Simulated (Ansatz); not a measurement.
**Ligand exchange: GaH2(CH3) + C2H3N → GaH(CH3)(NH2) + C2H2**

Species: GaH2(CH3), singlet; C2H3N `C#CN`, singlet; GaH(CH3)(NH2), singlet; C2H2 (acetylene) `C#C`, singlet. The partners trade H for NH2: Ga–H and C–NH2 bonds give way to Ga–NH2 and C–H.

Shapes, held fixed at every level: PBE0-D4/def2-TZVP. Programs: Ansatz 0.2.0. Electronic energies: no zero-point or thermal term.

| level | kind | ΔE (kJ/mol) | less CCSD(T)/def2-TZVPP | CPU time (sum over the molecules) |
| --- | --- | --- | --- | --- |
| HF/def2-TZVPP | Hartree–Fock | -102.6 | +17.1 | – |
| SPW92/def2-TZVPP | LDA | -85.8 | +33.9 | 6.5 s |
| PBE-D4/def2-TZVPP | GGA | -93.6 | +26.1 | 11 s |
| BHLYP-D4/def2-TZVPP | global hybrid | -103.9 | +15.8 | 13 s |
| PBE0-D4/def2-TZVPP | global hybrid | -93.9 | +25.8 | 12 s |
| wB97X-V/def2-TZVPP | range-separated hybrid | -103.6 | +16.1 | 35 s |
| CCSD(T)/def2-TZVPP | coupled cluster or CI | -119.7 | 0.0 | 3.5 min |

The highest level, CCSD(T)/def2-TZVPP, gives ΔE = -119.7 kJ/mol; the levels span -119.7 to -85.8. The column of differences is taken from that level and isn't an error. No measured value is set beside it here. Relativity is left out for Ga unless named. Correlated rows may include outer-core shells of Ga, which these sets cover unevenly. Times are processor times on shared x86 and Arm servers, and rough.

Transfer of the amino group from the alkynyl carbon to gallium is strongly exothermic at every level, so the direction of the exchange is secure, though its size is less so. The driving force is the replacement of a weakly polar Ga–H bond by a strongly polar Ga–N bond, together with the formation of a strong C–H bond at an sp carbon. Donation from the nitrogen lone pair into the formally empty 4p orbital of three-coordinate gallium probably adds a little. Working against this is the loss of conjugation between that lone pair and the triple bond in the ynamine.

All the cheaper levels give a less exothermic reaction than coupled cluster, perhaps partly because the density functionals overstabilise the conjugated ynamine. Exact exchange brings no steady improvement: PBE0 barely moves from PBE, while BHLYP lies slightly beyond Hartree–Fock. Since aminogallanes tend to associate through nitrogen bridges, the energy for the free monomer doesn't represent the driving force in a condensed phase.
